## Residual spread of a projected line cell: a wrong attempt and its repair

**Model.** An amorphous Ge$_2$Sb$_2$Te$_5$ region spans a line cell, in parallel with a non-drifting, noiseless metal nitride liner:
$$G(t)=G_p+G_a(t),\qquad G_a(t)=G_{a0}(t/t_0)^{-\nu}.$$
Across cells $\nu$ is Gaussian with mean $\nu_0$ and standard deviation $s$. Global compensation multiplies all cells by one factor, which restores the mean and leaves the relative spread (standard deviation over mean) unchanged.

Inputs: $\nu_0=0.10$ (typical); assumed $s=0.02$, $G_{a0}=100$ nS, $G_p=1900$ nS, $t_0=1$ s, $t=10^6$ s, $Q=0.02$, read time $t_r=250$ ns.

*Predict: is the projected exponent constant?* No. Differentiating,
$$\nu_{\rm eff}=-\frac{d\ln G}{d\ln t}=\nu\,\frac{G_a(t)}{G_a(t)+G_p},$$
which for $\nu=\nu_0$ falls from 0.0050 at $t_0$ to 0.0013 at $t$. The conductances were chosen to give the few $10^{-3}$ typical of projected cells.

**Spread formula.** If $\ln G_a$ is Gaussian with standard deviation $\sigma$ and $G_a$ has median $m$, then $\langle G_a^k\rangle=m^ke^{k^2\sigma^2/2}$, so the amorphous branch has relative spread $\sqrt{e^{\sigma^2}-1}\approx\sigma$. Here $m=G_{a0}(t/t_0)^{-\nu_0}=25.1$ nS. Noise in that branch, with one-sided spectrum $S_I/I_a^2=Q^2/f$, multiplies $G_a$ by $1+\xi$, where $\xi$ is independent of $\nu$, has zero mean and has variance $v=Q^2\ln(f_{\max}/f_{\min})$. Taking $f_{\max}=1/(2t_r)=2$ MHz and $f_{\min}=1/t$, the logarithm is 28.32 and $v=0.01133$. The variance of $G$ is $\langle G_a^2\rangle(1+v)-\langle G_a\rangle^2$, so
$$\epsilon=\phi\sqrt{e^{\sigma^2}(1+v)-1},\qquad \phi=\frac{\langle G_a\rangle}{\langle G_a\rangle+G_p}.$$

### The wrong attempt (result not to be used)

1. Six decades have passed: $D=\log_{10}(t/t_0)=6$.
2. On a log-log plot the slope is $-\nu$, so set $\sigma=sD=0.120$.
3. Amorphous spread $\sqrt{e^{\sigma^2}-1}=0.1204$.
4. $\langle G_a\rangle=25.3$ nS, $\phi=1.314\,\%$.
5. $\epsilon=0.212\,\%$. **Wrong.**

*Predict: which test uses only the power law?*

### The symptom

Follow two cells with $\nu=\nu_0\mp s$. Relative to the median their amorphous conductances are $(10^6)^{\pm0.02}=1.32$ and $0.76$. The half-width is 0.28, more than twice the spread of line 3.

*Predict: which line fails?*

### The faulty line

Line 2. The slope $-\nu$ is the same in any base, provided both axes share it, so $sD$ is the standard deviation of $\log_{10}G_a$. The moment formula comes from averaging $e^{k\ln G_a}$ and needs the standard deviation of $\ln G_a=\ln G_{a0}-\nu l$, with $l=\ln(t/t_0)=D\ln10$.

### The mended calculation

$l=13.82$ and $\sigma=sl=0.2763$. *Predict: does $\epsilon$ grow by $\ln10=2.30$, by more, or by less?*

| Quantity (unrounded values carried) | wrong | mended |
|---|---|---|
| $\sqrt{e^{\sigma^2}-1}$ | 0.1204 | 0.2817 |
| $\langle G_a\rangle$ (nS) | 25.3 | 26.1 |
| $\phi$ (%) | 1.314 | 1.355 |
| drift only, $v=0$ (%) | 0.158 | 0.382 |
| $\epsilon$ with noise (%) | 0.212 | 0.410 |

The mended amorphous spread now has the size of the two-cell half-width, which equals $\sinh(sl)$; both tend to $sl$ as $sl\to0$.

### Size of the error

The drift part was too small by a factor 2.41, above $\ln10$ because $\sigma$ enters exponentially in both the root and $\phi$. The total was too small by a factor 1.9, or 48 %, less than $\ln10$ because the noise term was computed correctly. At a fixed conductance window this overstates the resolution by $\log_2(\epsilon_{\rm mended}/\epsilon_{\rm wrong})=0.95$ bit.

Two neglected terms can rival the result. If write-verify fixes $G(t_0)$ while $G_{a0}$ scatters by an assumed 10 %, cells lose unequal amounts, adding about $0.1\,(G_{a0}-\langle G_a\rangle)/\langle G\rangle=0.38\,\%$ in quadrature. Liner noise with parameter $Q_p$ adds $(1-\phi)Q_p\sqrt{\ln(f_{\max}/f_{\min})}$, which equals $\epsilon$ at $Q_p=7.8\times10^{-4}$. The model's residual is therefore about 0.4 % for a single programmed state; these terms only raise it, and so does storing states of different amorphous share, since one global factor cannot restore them all.